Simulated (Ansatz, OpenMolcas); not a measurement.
## A ladder of methods for TiH4O4 (SMILES O[Ti](O)(O)O)

The species is TiH4O4 (9 atoms), meant as a singlet with charge 0. SMILES: `O[Ti](O)(O)O`. Geometry: relaxed at PBE0-D4/def2-TZVP. This is one conformer, not always the lowest.

```xyz
9

O    -0.1253    1.2684   -1.2727
Ti    0.0001    0.0001   -0.0001
O     1.6517   -0.7153   -0.0661
O    -1.2356   -1.2792   -0.2838
O    -0.2905    0.7263    1.6223
H    -0.8135    1.4140   -1.9229
H     2.2710   -0.8860    0.6445
H    -1.1231   -2.1763   -0.6006
H    -0.3348    1.6480    1.8794
```

Quantity: the HOMO–LUMO gap, in eV. The values are calculated.

```tsv
level	kind	program	value (eV)	CPU time
HF/def2-SVP	Hartree–Fock	Ansatz	14.85	7.2 s
BLYP/def2-SVP	GGA	OpenMolcas	5.05	70 s
revPBE/def2-SVP	GGA	OpenMolcas	5.08	68 s
TPSS/def2-SVP	meta-GGA	OpenMolcas	5.22	90 s
r2SCAN/def2-SVP	meta-GGA	Ansatz	5.53	22 s
B3LYP/def2-SVP	global hybrid	Ansatz	7.14	18 s
M06-2X/def2-SVP	hybrid meta-GGA	OpenMolcas	10.36	73 s
CAM-B3LYP/def2-SVP	range-separated hybrid	Ansatz	10.32	17 s
```

The values span 5.05 to 14.85 eV. Orbital gaps aren't excitation energies; they tend to grow with the share of exact exchange. CPU times are rough (shared hosts, several kinds of processor): they show what a rung costs within a factor of a few.

The gap nearly triples from BLYP (5.05 eV) to Hartree–Fock (14.85 eV), while the four semilocal functionals stay within a narrow band, the two meta-GGAs slightly above the GGAs. In a formally d⁰ Ti(IV) hydroxide, the HOMO is expected to be mainly oxygen 2p lone pair and the LUMO mainly titanium 3d, so the gap probably has ligand-to-metal charge-transfer character. Nonlocal exchange lowers the occupied levels but gives the empty ones no comparable stabilisation, whereas a semilocal potential treats both alike and misses most of the derivative discontinuity. Hartree–Fock errs the other way, since it lacks correlation and the orbital relaxation that would screen an added charge.

CAM-B3LYP and M06-2X nearly coincide, at 10.32 and 10.36 eV, though one strengthens exchange at long range and the other at all distances. Their agreement therefore doesn't establish a converged fundamental gap, nor does it imply matching frontier-level positions. The effect of diffuse functions, which could lower the empty levels, also remains untested.
